\section*{Retention tail from single traps: temperature and field-spread regimes}

A DRAM cell storing a ``1'' holds its n$^+$ storage node in reverse bias. Most cells keep their data far longer than the refresh period. A small minority, the tail, fail early. This page models a tail cell as one with a single generation centre in its high-field depletion region and compares four operating regimes of a silicon junction. Notation: $\mathcal{E}$ is the electric field, $F$ the failing fraction, $q>0$ the elementary charge.

\subsection*{One trap}

In the depletion region free carriers are absent and capture is negligible. A Shockley--Read--Hall trap at energy $E_t$ alternately emits an electron and a hole. The mean waiting times add, $1/e_n+1/e_p$, and each cycle removes one charge from the node. With equal cross sections $\sigma$, equal field enhancement $1+\Gamma$ and $x=(E_t-E_i)/kT$, the rates are $e_{n,p}=\sigma v_{th}n_i(1+\Gamma)e^{\pm x}$, so
\begin{equation}
I=\frac{q\,e_ne_p}{e_n+e_p}=\frac{I_0}{\cosh x},\qquad I_0=\tfrac12\,q\sigma v_{th}n_i(1+\Gamma).
\end{equation}
Unequal cross sections replace $\sigma$ by $\sqrt{\sigma_n\sigma_p}$ and move the peak to $x=\tfrac12\ln(\sigma_p/\sigma_n)$; the shape stays.

The enhancement is phonon-assisted tunnelling through a triangular barrier (Hurkx, Klaassen and Knuvers, 1992). With $u$ the energy below the band edge in units of $kT$ and $m^*$ the tunnelling mass,
\begin{equation}
\Gamma=\int_0^{u_{\max}}\exp\!\Big(u-\frac{2u^{3/2}}{3\sqrt3\,s}\Big)du,\qquad s=\frac{\mathcal{E}}{\mathcal{E}_\Gamma},\qquad \mathcal{E}_\Gamma=\frac{\sqrt{24m^*(kT)^3}}{q\hbar},
\end{equation}
where $u_{\max}$ is the trap depth. The exponent peaks at $u=3s^2$ with value $s^2$ and second derivative $-1/6s^2$, and a Gaussian integral gives
\begin{equation}
\Gamma\simeq2\sqrt{3\pi}\,s\,e^{s^2}.
\label{eq:gamma}
\end{equation}

\subsection*{Failing fraction}

A cell fails by time $t$ if $It>Q_{\rm crit}$, that is $|x|<\operatorname{arccosh}(t/t_{\min})$ with $t_{\min}=Q_{\rm crit}/I_0$. Let the trap count per cell be Poisson with mean $\lambda\ll1$ and $E_t$ uniform over a band $\Delta E$ centred on $E_i$. One-trap cells are a fraction $\lambda$ to first order, and the failing window is $2kT\operatorname{arccosh}(t/t_{\min})$ wide:
\begin{equation}
F(t|\mathcal{E})=\lambda\,\frac{2kT}{\Delta E}\operatorname{arccosh}\frac{t}{t_{\min}(\mathcal{E})},\qquad t_{\min}\le t\le t_{\min}\cosh\frac{\Delta E}{2kT},
\end{equation}
with $F=0$ below this range and $F=\lambda$ above it. At fixed field $F$ starts as $\sqrt{2(t/t_{\min}-1)}$ and continues as $\ln(2t/t_{\min})$.

\subsection*{Field spread}

Take a one-sided abrupt junction of area $A$, acceptor density $N$, permittivity $\varepsilon$ and depletion width $W=\varepsilon\bar{\mathcal{E}}/qN$, with each dopant smeared into a sheet. At fixed voltage an extra dopant at depth $z$ pulls in the depletion edge, removing charge $qz/W$ there, and changes the peak field by $q(1-z/W)/\varepsilon A$. Poisson variances add, and $\int_0^W(1-z/W)^2dz=W/3$, so
\begin{equation}
\frac{\sigma_\mathcal{E}}{\bar{\mathcal{E}}}=\frac{1}{\sqrt{3M}},\qquad M=NAW.
\end{equation}
We assume a Gaussian field. Define the threshold $\mathcal{E}^*$ by $t_{\min}(\mathcal{E}^*)=t$, set $a=(\mathcal{E}^*-\bar{\mathcal{E}})/\sigma_\mathcal{E}$ and let $\phi$ be the standard normal density. Then
\begin{equation}
\frac{F}{\lambda}=\frac{2kT}{\Delta E}\int_0^\infty\phi(a+y)\,\operatorname{arccosh}\frac{1+\Gamma(\mathcal{E}^*+\sigma_\mathcal{E}y)}{1+\Gamma(\mathcal{E}^*)}\,dy .
\label{eq:avg}
\end{equation}
For $a\gg1$ only small $y$ counts. With $\kappa=d\ln(1+\Gamma)/d\mathcal{E}$ at $\mathcal{E}^*$, the arccosh becomes $\sqrt{2\kappa\sigma_\mathcal{E}y}$ and $\phi(a+y)\simeq\phi(a)e^{-ay}$, so
\begin{equation}
\frac{F}{\lambda}\simeq\frac{2kT}{\Delta E}\,\phi(a)\,\frac{\sqrt{2\pi\kappa\sigma_\mathcal{E}}}{2a^{3/2}},\qquad
-\frac{d\ln F}{d\ln t_{\min}}=\frac{d\ln F}{d\ln t}\simeq\frac{a}{\kappa\sigma_\mathcal{E}} .
\label{eq:asym}
\end{equation}
The slope is the leading term. It follows from $d\mathcal{E}^*=-d\ln t/\kappa$ and $d\ln\phi=-a\,da$.

\subsection*{Inputs}

Approximate silicon values: $n_i=10^{10}(T/300)^{3/2}\exp[-(0.6\,\mathrm{eV}/k)(1/T-1/300)]$ cm$^{-3}$ with $T$ in K, $v_{th}=10^7\sqrt{T/300}$ cm/s, $m^*=0.25m_0$, $\varepsilon_r=11.7$. Illustrative cell and trap values: $\sigma=10^{-15}$ cm$^2$, $\Delta E=0.6$ eV, $Q_{\rm crit}=15\,\mathrm{fF}\times0.2\,\mathrm{V}=3$ fC, $\bar{\mathcal{E}}=0.6$ MV/cm, $N=5\times10^{17}$ cm$^{-3}$. These give $W=78$ nm and a total junction potential $V=\bar{\mathcal{E}}W/2=2.3$ V. Spreads of 0.06 and 0.03 MV/cm correspond to $M=33$ and 133, or square junctions of side 29 and 59 nm. The test time is a typical refresh period, $t=64$ ms, so failure needs 47 fA.

\begin{center}
\begin{tabular}{lccc}
\hline
$T$ ($^\circ$C) & 55 & 85 & 125\\
\hline
$n_i$ (cm$^{-3}$) & $8.4\times10^{10}$ & $5.6\times10^{11}$ & $4.7\times10^{12}$\\
$\mathcal{E}_\Gamma$ (MV/cm) & 0.422 & 0.481 & 0.564\\
$1+\Gamma(\bar{\mathcal{E}})$ & 67 & 37 & 21\\
$I_0(\bar{\mathcal{E}})$ (fA) & 4.7 & 18 & 92\\
$t_{\min}(\bar{\mathcal{E}})$ (s) & 0.64 & 0.16 & 0.033\\
$\mathcal{E}^*$ (MV/cm) & 0.84 & 0.73 & 0.46\\
$2kT/\Delta E$ & 0.094 & 0.103 & 0.114\\
\hline
\end{tabular}
\end{center}

\subsection*{Model results at 64 ms}

\begin{center}
\begin{tabular}{lccccccc}
\hline
Case & $T$ ($^\circ$C) & $\sigma_\mathcal{E}$ (MV/cm) & $a$ & $\kappa\sigma_\mathcal{E}$ & $F/\lambda$, no spread & $F/\lambda$, Eq.~(\ref{eq:avg}) & ratio (\ref{eq:avg})/(\ref{eq:asym})\\
\hline
A & 55 & 0.06 & 4.1 & 0.64 & 0 & $1\times10^{-6}$ & 0.94\\
B & 85 & 0.06 & 2.2 & 0.46 & 0 & $8\times10^{-4}$ & 0.80\\
C & 85 & 0.03 & 4.4 & 0.23 & 0 & $2\times10^{-7}$ & 0.93\\
D & 125 & 0.06 & $-2.3$ & 0.28 & 0.15 & 0.15 & --\\
\hline
\end{tabular}
\end{center}

\subsection*{Reading the trend}

\emph{The sign of $a$ sets the regime.} In A, B and C even a midgap trap at the mean field supplies less than 47 fA. Every failure needs a trap and an upward field fluctuation together, and the factor $\phi(a)$ governs $F$. In D the mean cell is past threshold, and the spread changes $F$ by about 1\,\%, because the field now enters through a slowly varying arccosh whose first-order fluctuation averages out. Well past threshold a further decade in $t$ only adds $(2kT/\Delta E)\ln10$ to $F/\lambda$, which is 0.26 at 125\,$^\circ$C.

\emph{Temperature acts through two opposing factors.} From 55 to 85\,$^\circ$C the product $v_{th}n_i$ rises by 7.0. Meanwhile $\mathcal{E}_\Gamma\propto T^{3/2}$ lowers $s$, and $1+\Gamma$ falls by 1.8. The net change of $t_{\min}$ is a factor 3.9, an apparent activation energy of 0.46 eV, below the 0.6 eV in the exponent of $n_i$. That modest factor moves $a$ from 4.1 to 2.2 and raises $F$ about 700-fold from A to B.

\emph{Junction size acts through $a$.} B and C share $t_{\min}(\bar{\mathcal{E}})$ and $\mathcal{E}^*$. Quartering the area doubles $\sigma_\mathcal{E}$, halves $a$, and cuts the Gaussian exponent $a^2/2$ from 9.5 to 2.4, so $F/\lambda$ rises about 4000-fold. A fourfold fall of $\lambda$ with volume is minor beside this.

\emph{The slope measures the spread.} The leading log--log slopes $a/\kappa\sigma_\mathcal{E}$ are about 6, 5 and 19 for A, B and C. A narrow field distribution gives a steep tail edge. The same slope amplifies any change of $I_0$ or $Q_{\rm crit}$: 5\,\% moves case C by $e^{0.05\times19}=2.6$. This is why the tail entries carry one figure.

\subsection*{Neglected terms and their sizes}

\begin{itemize}
\item Equation~(\ref{eq:gamma}): at 85\,$^\circ$C and 0.6 MV/cm the integral with $u_{\max}\to\infty$ is 5\,\% lower. In case A the saddle at $\mathcal{E}^*$ lies 0.34 eV below the band edge, and cutting the integral at a midgap depth of about 0.55 eV removes less than 10\,\%.
\item Discharge: $\mathcal{E}\propto\sqrt V$, so losing 0.2 V lowers the field by 0.026 MV/cm, comparable to $\sigma_\mathcal{E}$. Read $\bar{\mathcal{E}}$ as the field midway through the discharge.
\item Two-trap cells: $\lambda\ll1$ is not sufficient in the deep tail, because two currents can add up to failure. With $\rho=t_{\min}/t$ between 1 and 2, the region $\operatorname{sech}x_1+\operatorname{sech}x_2>\rho$ has area $2\pi(2-\rho)$ to leading order in $2-\rho$. The extra fraction is $(\lambda^2/2)(kT/\Delta E)^2\langle2\pi(2-\rho)\rangle$ for a field common to both traps. In case C it is about 0.1 of the one-trap term at $\lambda=10^{-4}$ and rivals it at $\lambda=10^{-3}$.
\item Background leakage with retention time $t_b$ replaces $1/t$ by $1/t-1/t_b$, a 0.6\,\% shift for an assumed $t_b=10$ s.
\item Discrete dopants: this is the largest omission. One acceptor 3 nm from the trap adds a field of magnitude 0.14 MV/cm, and the mean number within that radius is 0.06. Such a field matches the 0.13 MV/cm excess that B and C need. It is not equivalent to a uniform field: its direction is random, it varies over the 2.4 nm tunnelling length $3s^2kT/q\bar{\mathcal{E}}$, and the slower of the two emissions limits $I$. Close encounters still fall off as a power of the added field and not as a Gaussian, so A and C may be low by orders of magnitude.
\end{itemize}

\subsection*{Scale of the numbers}

$\lambda$ has no independent value here. An illustrative $\lambda=10^{-4}$, chosen to put the count at a level that spare rows and columns could plausibly absorb, gives about $1\times10^3$ failing cells among the $1.7\times10^{10}$ of a 16 Gbit die in case B. This count is the model's and predicts nothing about a product. The model's $t_{\min}$ halves every 15 K between 55 and 85\,$^\circ$C. The typical rule of thumb for DRAM retention is a halving about every 10 K, a factor 8 over these 30 K, so at this field the model's thermal acceleration is weaker by roughly a factor 2.